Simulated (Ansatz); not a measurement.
## Ligand exchange: GeH3F + C2H3I → GeH3I + C2H3F

Species: GeH3F (fluorogermane) `[F][GeH3]`, singlet; C2H3I (vinyl iodide) `C=CI`, singlet; GeH3I `[GeH3][I]`, singlet; C2H3F `C=CF`, singlet. The partners trade F for I: Ge–F and C–I bonds give way to Ge–I and C–F.

Shapes, held fixed at every level: PBE0-D4/def2-TZVP. Programs: Ansatz 0.2.0. The zero-point and thermal change to 298 K, harmonic and unscaled (PBE0-D4/def2-TZVP), is +2.3 kJ/mol.

| level | kind | ΔH(298 K) (kJ/mol) | less CCSD(T)/def2-TZVPP |
| --- | --- | --- | --- |
| r2SCAN-D4/def2-TZVPP | meta-GGA | -7.1 | -12.3 |
| B3LYP-D4/def2-TZVPP | global hybrid | -4.0 | -9.2 |
| BHLYP-D4/def2-TZVPP | global hybrid | -9.0 | -14.2 |
| r2SCAN0-D4/def2-TZVPP | global hybrid | -11.7 | -16.9 |
| wB97X-V/def2-TZVPP | range-separated hybrid | -5.6 | -10.8 |
| MP2/def2-TZVPP | perturbation theory | +11.6 | +6.4 |
| CCSD/def2-SVP | coupled cluster or CI | -13.2 | -18.4 |
| CCSD(T)/def2-TZVPP | coupled cluster or CI | +5.2 | 0.0 |

The highest level, CCSD(T)/def2-TZVPP, gives ΔH(298 K) = +5.2 kJ/mol; the levels span -13.2 to +11.6. They disagree on the sign: 2 of 8 are positive. The column of differences is taken from that level and isn't an error. No measured value is set beside it here. For atoms past krypton def2 sets carry core potentials with scalar relativity. Relativity is left out for Ge unless named. Correlated rows may include outer-core shells of Ge, I, which these sets cover unevenly.

The exchange is close to thermoneutral: neither germanium nor carbon shows a strong net preference for fluorine over iodine. Fluorine gains from the polar, partly ionic bond to the more electropositive germanium, but carbon offers compact orbitals that overlap well with fluorine 2p, and the vinyl group adds some lone-pair donation into the π system. Iodine bonds more weakly to both centres, so the small balance probably reflects near-cancellation between large bond energies. Germanium's filled 3d shell, which screens the nuclear charge poorly, also keeps it less electropositive than its place below silicon would suggest, weakening its pull on fluorine.

All the density functionals favour the products slightly, whereas MP2 and CCSD(T) favour the reactants. More exact exchange doesn't close this gap: the enthalpy falls from -7.1 to -11.7 kJ/mol between r2SCAN and r2SCAN0, and likewise from B3LYP to BHLYP. The results therefore support a weak driving force, but not a secure preference for either side.
